**Hafnium ions: when a Hund's-rule moment and an interpolated $F^4$ will do**

Modelling a hafnium ion means choosing between taking the moment from the Hund term and $F^4$ from an interpolation in charge, or computing both. These single-configuration Dirac CI results set the scales. With one open shell, the moment leaves the pure-term value by about $(1-w)\,\mu_B$, where $w$ is the term weight (the share of the labelled $LS$ term in the lowest level), so by 0.1 to 0.2 $\mu_B$ from Hf16+ on. The Slater integral $F^4$ (tabulated unscaled, like $F^6$) rises by 3100 to 3700 cm⁻¹ when a 4f electron leaves and by 1200 to 1600 cm⁻¹ when a 5p or 5s electron leaves.

Lowest levels of Hf and its ions from radial Dirac CI 1: single-configuration Dirac-Coulomb-Breit CI with model QED, on exchange-only KLI orbitals optimised for each configuration. Valence Slater integrals are scaled by 0.9 in the CI but tabulated unscaled. The moment is g√(J(J+1)); radial parameters are j-averages for the open shell of highest l.

| species | Z | charge (e) | electrons | configuration | open shell | lowest level | term weight (%) | free ion moment (μB) | slater f4 (cm⁻¹) | mean square radius (bohr²) | slater f6 (cm⁻¹) |
| --- | --- | --- | --- | --- | --- | --- | --- | --- | --- | --- | --- |
| Hf | 72 | 0 | 72 | [Xe] 4f14 5d2 6s2 | 5d | 3F2 | 96 | 1.664 | 23747 | 8.507 | n/a |
| Hf+ | 72 | 1 | 71 | [Xe] 4f14 5d 6s2 | 5d | 2D3/2 | 100 | 1.548 | n/a | 6.036 | n/a |
| Hf2+ | 72 | 2 | 70 | [Xe] 4f14 5d2 | 5d | 3F2 | 96 | 1.661 | 31482 | 5.222 | n/a |
| Hf3+ | 72 | 3 | 69 | [Xe] 4f14 5d | 5d | 2D3/2 | 100 | 1.548 | n/a | 4.307 | n/a |
| Hf5+ | 72 | 5 | 67 | [Xe] 4f13 | 4f | 2Fo7/2 | 100 | 4.530 | n/a | 0.5142 | n/a |
| Hf6+ | 72 | 6 | 66 | [Kr] 4d10 4f13 5s2 5p5 | 4f | 3F4 | 81 | 5.397 | n/a | 0.5007 | n/a |
| Hf7+ | 72 | 7 | 65 | [Kr] 4d10 4f13 5s2 5p4 | 4f | 4Go11/2 | 81 | 7.398 | n/a | 0.4881 | n/a |
| Hf8+ | 72 | 8 | 64 | [Kr] 4d10 4f13 5s2 5p3 | 4f | 3G5 | 45 | 6.827 | n/a | 0.4762 | n/a |
| Hf9+ | 72 | 9 | 63 | [Kr] 4d10 4f13 5s2 5p2 | 4f | 2Fo7/2 | 30 | 4.569 | n/a | 0.4648 | n/a |
| Hf10+ | 72 | 10 | 62 | [Kr] 4d10 4f12 5s2 5p2 | 4f | 3H6 | 35 | 7.606 | 104710 | 0.4345 | 75685 |
| Hf11+ | 72 | 11 | 61 | [Kr] 4d10 4f12 5s2 5p | 4f | 4Go11/2 | 68 | 7.281 | 105910 | 0.4255 | 76585 |
| Hf12+ | 72 | 12 | 60 | [Kr] 4d10 4f12 5s2 | 4f | 3H6 | 99 | 7.540 | 107150 | 0.4167 | 77513 |
| Hf13+ | 72 | 13 | 59 | [Kr] 4d10 4f11 5s2 | 4f | 4Io15/2 | 96 | 9.526 | 110890 | 0.3932 | 80304 |
| Hf14+ | 72 | 14 | 58 | [Kr] 4d10 4f11 5s | 4f | 5Io8 | 97 | 10.56 | 112380 | 0.3841 | 81426 |
| Hf15+ | 72 | 15 | 57 | [Kr] 4d10 4f11 | 4f | 4Io15/2 | 96 | 9.525 | 113990 | 0.3746 | 82637 |
| Hf16+ | 72 | 16 | 56 | [Kr] 4d10 4f10 | 4f | 5I8 | 89 | 10.47 | 117510 | 0.3561 | 85279 |
| Hf17+ | 72 | 17 | 55 | [Kr] 4d10 4f9 | 4f | 6Ho15/2 | 86 | 10.47 | 120970 | 0.3394 | 87868 |
| Hf18+ | 72 | 18 | 54 | [Kr] 4d10 4f8 | 4f | 7F6 | 88 | 9.570 | 124350 | 0.3242 | 90407 |
| Hf19+ | 72 | 19 | 53 | [Kr] 4d10 4f7 | 4f | 8So7/2 | 90 | 7.816 | 127670 | 0.3104 | 92900 |
| Hf20+ | 72 | 20 | 52 | [Kr] 4d10 4f6 | 4f | 7F0 | 65 | n/a | 130930 | 0.2977 | 95350 |
| Hf21+ | 72 | 21 | 51 | [Kr] 4d10 4f5 | 4f | 6Ho5/2 | 78 | 1.072 | 134140 | 0.2860 | 97761 |
| Hf22+ | 72 | 22 | 50 | [Kr] 4d10 4f4 | 4f | 5I4 | 85 | 2.816 | 137300 | 0.2752 | 100130 |
| Hf23+ | 72 | 23 | 49 | [Kr] 4d10 4f3 | 4f | 4Io9/2 | 85 | 3.751 | 140410 | 0.2652 | 102470 |

**Size of the shell.** The eightfold drop of the mean square radius $\langle r^2\rangle$ from Hf3+ to Hf5+ is a change of orbital from 5d to 4f. The 5d rows are the weak ones: at low charge one configuration makes unscaled term splittings 10 to 25 % too wide and the fine structure too small.

A hydrogenic 4f orbital has $\langle r^2\rangle = 360/Z_\mathrm{eff}^2$ bohr², which defines $Z_\mathrm{eff}$ as a size label. Hf12+ gives $\sqrt{360/0.4167}=29.39$ and Hf13+ gives 30.26. Every 4f loss raises $Z_\mathrm{eff}$ by 0.68 to 0.95, every 5p or 5s loss by 0.30 to 0.39. A least-squares fit of $Z_\mathrm{eff}$ over Hf5+ to Hf23+, linear in the three occupations, returns $\langle r^2\rangle$ to 0.4 % rms of the table; linear in charge alone it errs by 2.5 %.

The order of the steps is standard screening: a 4f electron shares the region of the other 4f electrons, while 5s and 5p charge lies mostly outside. Slater's rules (0.35 and zero) miss the sizes. Theory accounts for this in two ways that the table doesn't separate: the inner lobes of 5s and 5p reach into the 4f region, and a shrinking 4f orbital moves inside more core charge, which amplifies each step. The runs do show a change of shape towards hydrogenic: $\langle r^2\rangle/\langle r\rangle^2$ falls from 1.243 (Hf6+) to 1.153 (Hf23+), against a hydrogenic 1.111, and $F^4\sqrt{\langle r^2\rangle}$, constant under pure rescaling, grows by 4.8 % from Hf10+ to Hf23+.

**Moment, one open shell.** The moment is $g\sqrt{J(J+1)}$, and with an electron $g$ of 2
$$g=\tfrac32+\frac{S(S+1)-L(L+1)}{2J(J+1)}.$$
Spin-orbit coupling mixes levels of equal $J$ with $\Delta S,\Delta L=0,\pm1$. The Hund term has the highest spin and, in these configurations, no term of equal spin at $L\pm1$, so the partner has $S-1$. For $J=L+S$ it can reach that $J$ only with $L+1$, and the formula gives $\Delta g=-1/J$. For $J=L-S$ it needs $L-1$, and $\Delta g=+1/(J+1)$. An admixture $1-w$ therefore lowers the moment by $(1-w)\sqrt{(J+1)/J}$ at and above half filling and raises it by $(1-w)\sqrt{J/(J+1)}$ below. Every single-shell row with $w<100$ % and $J>0$ shows this sign. Hf20+ has $J=0$ and no moment.

For Hf23+, pure $^4I_{9/2}$ gives 3.615 $\mu_B$ with the true electron $g$. The shift is $0.15\sqrt{4.5/5.5}=0.136$, and the sum is 3.751, the table's value; rounding of $w$ alone allows 0.1 % either way, and the exact match is partly luck, since higher-order terms such as $^2G_{9/2}$ raise the moment a little while the relativistic correction to $g$ discussed below lowers it. Nothing is fitted, but $w$ comes from the same eigenvector as the moment, so the agreement identifies the partner and doesn't test the amount of mixing. The amount can be checked for Hf12+: with the run's spin-orbit constant $\zeta=4039$ cm⁻¹, the $^3H_6$–$^1I_6$ coupling is $\sqrt{3/2}\,\zeta=4946$ cm⁻¹ across a gap of 49200 cm⁻¹ (scaled Slater integrals plus $5\zeta/2$), and $(4946/49200)^2=0.010$ matches $w=99$ %.

The model lands within 0.31 % of the table in 14 of 15 rows. Hf21+ is the exception. Orbital and spin moments nearly cancel in $^6H_{5/2}$, so an ordinary shift of 0.23 $\mu_B$ (0.840 to 1.072) is large in proportion; the partner term brings 1.027, still 4.2 % low. The next order brings in $^2F$, $^4F$ and $^6F$ at $J=5/2$, all with larger $g$ than $^4G_{5/2}$, so they push the right way; the table doesn't give their shares. Hf5+, a pure term, lies 0.15 % below its Landé value; the likely cause is the relativistic reduction of $g$, whose relative size is about $\alpha^2$ times the kinetic energy. That is 0.1 % for a hydrogenic orbital of the same size and more for the real 4f orbital, which is less hydrogenic in shape. The model overshoots Hf12+, Hf13+ and Hf15+ by nearly the same 0.17 to 0.18 %.

The squared ratio $(\zeta/F^2)^2$, with the runs' direct integral $F^2$, grows by a factor 1.46 from Hf12+ to Hf23+. Each pair of mirror fillings spans only part of this range, so the factor is an upper bound for it. Even so it is too little for the admixture ratios f³/f¹¹ (3.75), f⁶/f⁸ (2.92) and, narrowly, f⁵/f⁹ (1.57), so angular structure matters too; f⁴/f¹⁰ (1.36) doesn't decide. For f⁶ theory supplies it: spin-orbit coupling favours a closed $j=5/2$ subshell, far from $^7F_0$.

**Two open shells.** Here the 4f level, with $g$ from the row of equal 4f count and no second open shell, is vector-coupled to the outer electrons. The Hf14+ bump is the 5s spin set parallel to $^4I_{15/2}$: 10.55 against 10.56. In Hf9+ and Hf10+ the weights are 30 and 35 %, yet the moments stay within 0.9 % of Hf5+ and Hf12+. A $5p_{1/2}^2$ pair with $J=0$ would do this, being one third $^1S_0$ and two thirds $^3P_0$, but the bare label predicts these moments equally well. For Hf11+ coupling to $5p_{1/2}$ errs by 1.3 %, the label by 4.6 %.

Hf6+ to Hf8+ fit neither limit: $jj$-coupled 5p falls 2 to 4 % short and the bare label misses by 3 to 4 %. The single-shell shift $(1-w)\sqrt{(J+1)/J}$, taken off the moment of the label, does better where the weight is high and lands within about 0.3 % of the table for Hf6+, Hf7+ and Hf11+. With two shells open, however, terms of equal spin also mix, and the rule fails at Hf8+. Hf7+ and Hf8+ need a 5p $g$ of 1.41 and 1.49, between the $jj$ value 4/3 and the $LS$ values 3/2 and 2, as intermediate coupling within 5p would give. The single hole of Hf6+ cannot have the 1.47 it needs, so 4f–5p repulsion must mix in the other $j$ pairs. $J=4$ holds only $^3F_4$, $^3G_4$ and $^1G_4$, and an 81 % weight confines the moment to a range under 1 % wide, which contains the table's 5.397 and excludes the pure $jj$ value 5.277; its $^1F_3$ level also lies only 522 cm⁻¹ higher, so which level is lowest is insecure. From Hf5+ to Hf14+ the 4f, 5p and 5s shells lie close in energy, and the configuration was chosen as input, so these need not be ground states.

In practice, interpolate $F^4$ in the occupations and never across the 5d–4f change, shift the Hund moment by about $(1-w)\,\mu_B$ where a term weight is already known, with the sign set by the filling, and compute it outright when 5p is open or the pure moment is near 1 $\mu_B$.
